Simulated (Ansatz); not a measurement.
**Ligand exchange: CH3F + BH(CH3)(SH) → CH4S + BH(CH3)F**

Species: CH3F (fluoromethane) `CF`, singlet; BH(CH3)(SH), singlet; CH4S `CS`, singlet; BH(CH3)F, singlet. The partners trade F for SH: C–F and B–SH bonds give way to C–SH and B–F.

Shapes, held fixed at every level: PBE0-D4/def2-TZVP. Flexible molecules stand in one conformer, not always the lowest. Programs: Ansatz 0.2.0. The zero-point and thermal change to 298 K, harmonic and unscaled (PBE0-D4/def2-TZVP), is -2.0 kJ/mol.

(1) Estimate ΔH(298 K) of this reaction.

Results:

(1) The highest level, CCSD(T)/CBS estimate, gives ΔH(298 K) = -96.0 kJ/mol; the levels span -98.2 to -88.8. The column of differences is taken from that level and isn't an error. No measured value is set beside it here. The CBS estimate extrapolates MP2 from def2-TZVPP and def2-QZVPP and adds CCSD(T) − MP2 in the triple-zeta set, cores frozen. Times are processor times on shared x86 and Arm servers, and rough.

| level | kind | ΔH(298 K) (kJ/mol) | less CCSD(T)/CBS estimate | CPU time (sum over the molecules) |
| --- | --- | --- | --- | --- |
| SPW92/def2-TZVPP | LDA | -88.8 | +7.2 | 5.3 s |
| r2SCAN-D4/def2-TZVPP | meta-GGA | -90.9 | +5.1 | 18 s |
| BHLYP-D4/def2-TZVPP | global hybrid | -96.0 | 0.0 | 9.8 s |
| wB97X-V/def2-TZVPP | range-separated hybrid | -93.6 | +2.4 | 29 s |
| MP2/def2-TZVPP | perturbation theory | -98.2 | -2.2 | – |
| CCSD/def2-TZVPP | coupled cluster or CI | -96.4 | -0.4 | – |
| CCSD(T)/CBS estimate | coupled cluster or CI | -96.0 | 0.0 | 2.9 min |

The exchange is clearly exothermic at every level, with -96.0 kJ/mol from the highest. Fluorine bonds more strongly than sulfur to both carbon and boron, so the sign depends on which centre gains more from holding it, and that is boron. The B–F bond is strongly polar, and a fluorine lone pair donates into the empty boron p orbital. Sulfur can also donate, but its more diffuse 3p orbital overlaps less well with boron 2p, while saturated carbon has no comparable acceptor orbital. The preference is thus for the hard donor on the hard acid.

Bond count and closed-shell character are conserved, so much of the correlation error should cancel, and even the LDA recovers most of the reaction enthalpy. The density functionals other than BHLYP give too little exothermicity, possibly because they describe the polar B–F and C–F bonds unevenly. BHLYP's exact match in one reaction doesn't establish general accuracy. The closeness of CCSD to the highest level likewise doesn't show that triples are negligible, since the basis treatment changes too.
